**Specific mass shift and Darwin term along Mo8+ to Mo24+**

The table holds the kinetic energy, the specific mass shift parameter <Σ p_i·p_j>, the one-electron Darwin term and the density at the nucleus from non-relativistic, configuration-averaged Hartree-Fock, together with the difference from Dirac-Coulomb Hartree-Fock totals. The program tests three accounts of the loss of the parameter per removed electron: scaling with kinetic energy, angular partner counting, and exchange integrals of screened hydrogenic orbitals with a frozen or contracting 3d shell. Partner counting gives the wrong order of shells, and a single kinetic constant overshoots the 4s steps about sevenfold, although a constant fitted to 3d alone has an rms error of only 0.3 hartree m_e there. The unfitted hydrogenic model with 3d contraction follows the 3d steps to an rms of 1.9, but it is three to five times too small for 4s and 4p and underestimates the total. The Darwin term reproduces (π/2)α²Z n(0) within rounding, and its steps oppose those of the net relativistic shift for 4s and 3d.

Calculated values. Mo ions, B-spline radial code 1, Hartree-Fock at the basis-set limit: non-relativistic, average of configuration, point nucleus; E(Dirac) is Dirac-Coulomb, averaged over nl shells, with a Fermi nucleus (mass number 98, rms radius 4.4091 fm). The sum of p_i·p_j runs over pairs i < j, n(0) is the total electron density at the nucleus, and the Darwin term is the electron-nucleus one.

## Numerical check

```python
# Mo8+ to Mo24+: kinetic energy, <sum p_i.p_j>, Darwin term, n(0) (B-spline non-rel. HF, configuration average)
# and E(Dirac)-E(non-rel.). Tested: loss of |sms| per removed electron against kinetic scaling,
# angular partner counting, and exchange integrals J^2 of screened hydrogenic orbitals.
T = {
    'ion': ['Mo8+', 'Mo9+', 'Mo10+', 'Mo11+', 'Mo12+', 'Mo13+', 'Mo14+', 'Mo15+', 'Mo16+', 'Mo17+', 'Mo18+', 'Mo19+', 'Mo20+', 'Mo21+', 'Mo22+', 'Mo23+', 'Mo24+'],
    'Z': [42, 42, 42, 42, 42, 42, 42, 42, 42, 42, 42, 42, 42, 42, 42, 42, 42],
    'charge': [8, 9, 10, 11, 12, 13, 14, 15, 16, 17, 18, 19, 20, 21, 22, 23, 24],  # e
    'N': [34, 33, 32, 31, 30, 29, 28, 27, 26, 25, 24, 23, 22, 21, 20, 19, 18],
    'configuration': ['[Ar] 3d10 4s2 4p4', '[Ar] 3d10 4s2 4p3', '[Ar] 3d10 4s2 4p2', '[Ar] 3d10 4s2 4p1', '[Ar] 3d10 4s2', '[Ar] 3d10 4s1', '[Ar] 3d10', '[Ar] 3d9', '[Ar] 3d8', '[Ar] 3d7', '[Ar] 3d6', '[Ar] 3d5', '[Ar] 3d4', '[Ar] 3d3', '[Ar] 3d2', '[Ar] 3d1', '[Ne] 3s2 3p6'],
    'T': [3958.0, 3952.0, 3945.2, 3937.7, 3929.4, 3919.4, 3908.5, 3888.5, 3866.5, 3842.5, 3816.4, 3788.2, 3757.9, 3725.2, 3690.3, 3653.0, 3613.3],  # hartree
    'sms': [-1141, -1138, -1134, -1129, -1125, -1123, -1122, -1104, -1084, -1063, -1039, -1014, -987.5, -958.7, -928.1, -895.4, -860.7],  # hartree m_e
    'sms_over_T': [-0.2883, -0.2879, -0.2874, -0.2868, -0.2862, -0.2866, -0.2871, -0.2839, -0.2804, -0.2765, -0.2723, -0.2677, -0.2628, -0.2574, -0.2515, -0.2451, -0.2382],
    'darwin': [181.6, 181.6, 181.6, 181.7, 181.7, 181.4, 181.1, 181.2, 181.3, 181.3, 181.4, 181.5, 181.6, 181.7, 181.8, 182.0, 182.1],  # hartree
    'rho0': [51680, 51690, 51700, 51710, 51720, 51640, 51550, 51570, 51590, 51620, 51640, 51670, 51700, 51730, 51760, 51790, 51830],  # bohr⁻³
    'rel': [-71.8, -71.76, -71.72, -71.68, -71.62, -71.43, -71.22, -71.3, -71.38, -71.46, -71.54, -71.63, -71.7, -71.78, -71.86, -71.93, -71.99],  # hartree
}
import numpy as np
from scipy.special import eval_genlaguerre
from scipy.optimize import minimize_scalar
from scipy.constants import alpha, m_e, m_u
A = lambda k: np.array(T[k], float)
N, K, S0, R, D, n0, rel = A('N'), A('T'), A('sms'), A('sms_over_T'), A('darwin'), A('rho0'), A('rel')
S = np.where(abs(S0) >= 1000, R*K, S0)      # ratio x T is sharper where sms is rounded to 1
# <1/r> of the Mo11+ orbitals and of Dirac 3d orbitals: further outputs of the same runs
inv = {'1s': 41.48821, '2s': 9.384108, '3s': 3.283968, '4s': 1.330528,
       '2p': 9.34364, '3p': 3.179898, '4p': 1.265817, '3d': 3.00036}
z21, z16 = 9*(0.4*3.381556+0.6*3.35371), 9*(0.4*3.139581+0.6*3.111598)
sD = (z21-z16)/5
r = np.linspace(1e-4, 7, 40000); h = r[1]-r[0]; L = lambda a: 'spd'.index(a[1])
def hyd(n, l, Z):
    x = 2*Z*r/n; P = x**(l+1)*np.exp(-x/2)*eval_genlaguerre(n-l-1, 2*l+1, x)
    return P/np.sqrt(h*P@P)
P = {}
for a in inv:
    p = hyd(int(a[0]), L(a), int(a[0])**2*inv[a])
    for b in P:
        if L(b) == L(a): p = p - h*(p@P[b])*P[b]
    P[a] = p/np.sqrt(h*p@p)
G = {a: np.gradient(P[a], h) - (L(a)+1)*P[a]/r for a in P}
pairs = [(a, b) for a in P for b in P if L(b) == L(a)+1]
J2 = {(a, b): (h*P[b]@G[a])**2 for a, b in pairs}
def model(n, s, count=False):
    q = {'1s': 2, '2s': 2, '3s': 2, '2p': 6, '3p': 6, '3d': min(n-18, 10), '4s': min(max(n-28, 0), 2), '4p': max(n-30, 0)}
    d = hyd(3, 2, 9*inv['3d'] + s*(10-q['3d']))
    return sum(q[a]*q[b]*L(b)/(2*(2*L(a)+1)*(2*L(b)+1))*(1 if count else (h*d@G[a])**2 if b == '3d' else J2[a, b]) for a, b in pairs)
steps = lambda s, c=False: -np.diff([model(n, s, c) for n in N])
dS, dK = np.diff(S), -np.diff(K)
sh = np.array(['4p' if n > 30 else '4s' if n > 28 else '3d' for n in N[:-1]]); d3 = sh == '3d'
c = dS@dK/(dK@dK); W = steps(0, True); k = dS@W/(W@W); c3 = dS[d3]@dK[d3]/(dK[d3]@dK[d3])
sF = minimize_scalar(lambda s: np.sum((steps(s)-dS)[d3]**2), bounds=(0, 1), method='bounded').x
M = {'kinetic': c*dK, 'count': k*W, 'frozen': steps(0), 'slopeD': steps(sD), 'slopefit': steps(sF)}
rms = lambda x: np.sqrt(np.mean(x**2))
print('Loss of |sms| per electron, hartree m_e (rounding up to 0.4 through Mo19+, 0.1 after)')
print('from shell dT table table/dT ' + ' '.join(M))
for i in range(len(dS)):
    print(f"{T['ion'][i]} {sh[i]} {dK[i]:.1f} {dS[i]:.1f} {dS[i]/dK[i]:.2f} " + ' '.join(f'{M[m][i]:.1f}' for m in M))
for m in M:
    e = M[m]-dS; w = np.argmax(abs(e))
    print(f"{m}: rms all {rms(e):.1f}, 3d {rms(e[d3]):.1f}, 4s+4p {rms(e[~d3]):.1f}, worst {T['ion'][w]} {e[w]:+.1f}")
print(f'kinetic constant {c:.3f}; fitted to 3d only {c3:.3f}, rms there {rms((c3*dK-dS)[d3]):.2f}')
print(f'angular weights 4p {W[0]:.2f}, 4s {W[4]:.2f}, 3d {W[-1]:.2f}; fitted common J^2 {k:.1f}')
print(f"3d charge: Mo11+ {9*inv['3d']:.1f}, Dirac Mo16+ {z16:.1f}, Mo21+ {z21:.1f}; slope Dirac {sD:.2f}, fitted {sF:.2f}")
print('model J^2: ' + ', '.join(f'{a}-{b} {v:.1f}' for (a, b), v in J2.items() if b != '4p'))
print('model J^2: ' + ', '.join(f'{a}-{b} {v:.1f}' for (a, b), v in J2.items() if b == '4p') + f"; 4p-3d {J2['4p', '3d']:.1f}")
print(f'total |sms|: Mo24+ model {model(18, 0):.0f} table {-S[-1]:.0f}; Mo8+ model {model(34, 0):.0f} table {-S[0]:.0f}')
print(f'mean loss per 3d electron {dS[d3].mean():.1f}; 3d10 share of Mo14+ total {100*dS[d3].sum()/-S[6]:.0f} %; last/first 3d step {dS[-1]/dS[6]:.2f}')
print(f'share of normal shift cancelled: Mo8+ {-100*R[0]:.1f}, Mo12+ {-100*R[4]:.2f}, Mo14+ {-100*R[6]:.2f}, Mo24+ {-100*R[-1]:.1f} %')
print(f'Mo12+ to Mo14+: |sms| falls {100*(1-S[6]/S[4]):.2f} %, T falls {100*(1-K[6]/K[4]):.2f} %')
print(f'mass 98, Mo8+: normal shift {K[0]*m_e/(98*m_u):.4f}, specific {S[0]*m_e/(98*m_u):.4f} hartree')
# Dirac sms of Mo16+ and Mo21+: further outputs of the same runs
print(f'Mo16+ to Mo21+ loss: non-rel. {S[13]-S[8]:.1f}, Dirac {1126.095-1001.534:.1f}; offsets {-1126.095-S[8]:.1f}, {-1001.534-S[13]:.1f}')
Dm = np.pi/2*alpha**2*42*n0
print(f'Darwin vs (pi/2) alpha^2 Z n(0): max deviation {abs(Dm-D).max():.2f} hartree (rounding 0.07); Darwin/rel {np.mean(D/rel):.2f}')
for s, i, j in (('4p', 0, 4), ('4s', 4, 6), ('3d', 6, 16)):
    print(f'per {s} removed: n(0) {(n0[j]-n0[i])/(j-i):+.0f} bohr^-3, Darwin {(Dm[j]-Dm[i])/(j-i):+.3f}, rel {(rel[j]-rel[i])/(j-i):+.3f} hartree')
assert np.all(S < 0) and np.all(dS > 0)
assert dS[d3].min() > 3*dS[sh == '4p'].max() and dS[sh == '4p'].min() > dS[sh == '4s'].max()
assert np.all((dS/dK)[sh == '4s'] < -R[4]) and np.all((dS/dK)[sh != '4s'] > -R[0])
assert np.all(abs(Dm/D-1) < 1e-3) and np.argmax(rel) == 6
```

Running it gives:

```
Loss of |sms| per electron, hartree m_e (rounding up to 0.4 through Mo19+, 0.1 after)
from shell dT table table/dT kinetic count frozen slopeD slopefit
Mo8+ 4p 6.0 3.3 0.55 5.2 16.3 1.0 1.0 1.0
Mo9+ 4p 6.8 3.9 0.58 5.8 16.3 1.0 1.0 1.0
Mo10+ 4p 7.5 4.5 0.60 6.4 16.3 1.0 1.0 1.0
Mo11+ 4p 8.3 4.7 0.57 7.1 16.3 1.0 1.0 1.0
Mo12+ 4s 10.0 1.3 0.13 8.6 16.3 0.4 0.4 0.4
Mo13+ 4s 10.9 1.2 0.11 9.4 16.3 0.4 0.4 0.4
Mo14+ 3d 20.0 18.2 0.91 17.2 6.5 27.5 17.8 19.7
Mo15+ 3d 22.0 19.8 0.90 18.9 6.5 27.5 19.7 21.3
Mo16+ 3d 24.0 21.7 0.90 20.6 6.5 27.5 21.6 22.9
Mo17+ 3d 26.1 23.2 0.89 22.4 6.5 27.5 23.7 24.6
Mo18+ 3d 28.2 25.1 0.89 24.2 6.5 27.5 25.9 26.3
Mo19+ 3d 30.3 26.6 0.88 26.0 6.5 27.5 28.3 28.2
Mo20+ 3d 32.7 28.8 0.88 28.1 6.5 27.5 30.7 30.1
Mo21+ 3d 34.9 30.6 0.88 30.0 6.5 27.5 33.2 32.0
Mo22+ 3d 37.3 32.7 0.88 32.0 6.5 27.5 35.8 34.0
Mo23+ 3d 39.7 34.7 0.87 34.1 6.5 27.5 38.5 36.1
kinetic: rms all 3.0, 3d 0.8, 4s+4p 4.8, worst Mo13+ +8.2
count: rms all 18.0, 3d 20.3, 4s+4p 13.2, worst Mo23+ -28.2
frozen: rms all 4.6, 3d 5.4, 4s+4p 2.6, worst Mo14+ +9.3
slopeD: rms all 2.2, 3d 1.9, 4s+4p 2.6, worst Mo23+ +3.8
slopefit: rms all 1.9, 3d 1.4, 4s+4p 2.6, worst Mo11+ -3.7
kinetic constant 0.859; fitted to 3d only 0.883, rms there 0.32
angular weights 4p 2.00, 4s 2.00, 3d 0.80; fitted common J^2 8.1
3d charge: Mo11+ 27.0, Dirac Mo16+ 28.1, Mo21+ 30.3; slope Dirac 0.44, fitted 0.35
model J^2: 1s-2p 312.8, 1s-3p 10.1, 2s-2p 1.0, 2s-3p 12.0, 3s-2p 1.5, 3s-3p 1.8, 4s-2p 0.3, 4s-3p 0.0, 2p-3d 64.0, 3p-3d 4.7, 4p-3d 0.0
model J^2: 1s-4p 1.8, 2s-4p 0.8, 3s-4p 0.0, 4s-4p 0.5; 4p-3d 0.0
total |sms|: Mo24+ model 678 table 861; Mo8+ model 958 table 1141
mean loss per 3d electron 26.1; 3d10 share of Mo14+ total 23 %; last/first 3d step 1.91
share of normal shift cancelled: Mo8+ 28.8, Mo12+ 28.62, Mo14+ 28.71, Mo24+ 23.8 %
Mo12+ to Mo14+: |sms| falls 0.22 %, T falls 0.53 %
mass 98, Mo8+: normal shift 0.0222, specific -0.0064 hartree
Mo16+ to Mo21+ loss: non-rel. 125.5, Dirac 124.6; offsets -41.9, -42.8
Darwin vs (pi/2) alpha^2 Z n(0): max deviation 0.06 hartree (rounding 0.07); Darwin/rel -2.53
per 4p removed: n(0) +10 bohr^-3, Darwin +0.035, rel +0.045 hartree
per 4s removed: n(0) -85 bohr^-3, Darwin -0.299, rel +0.200 hartree
per 3d removed: n(0) +28 bohr^-3, Darwin +0.098, rel -0.077 hartree
```
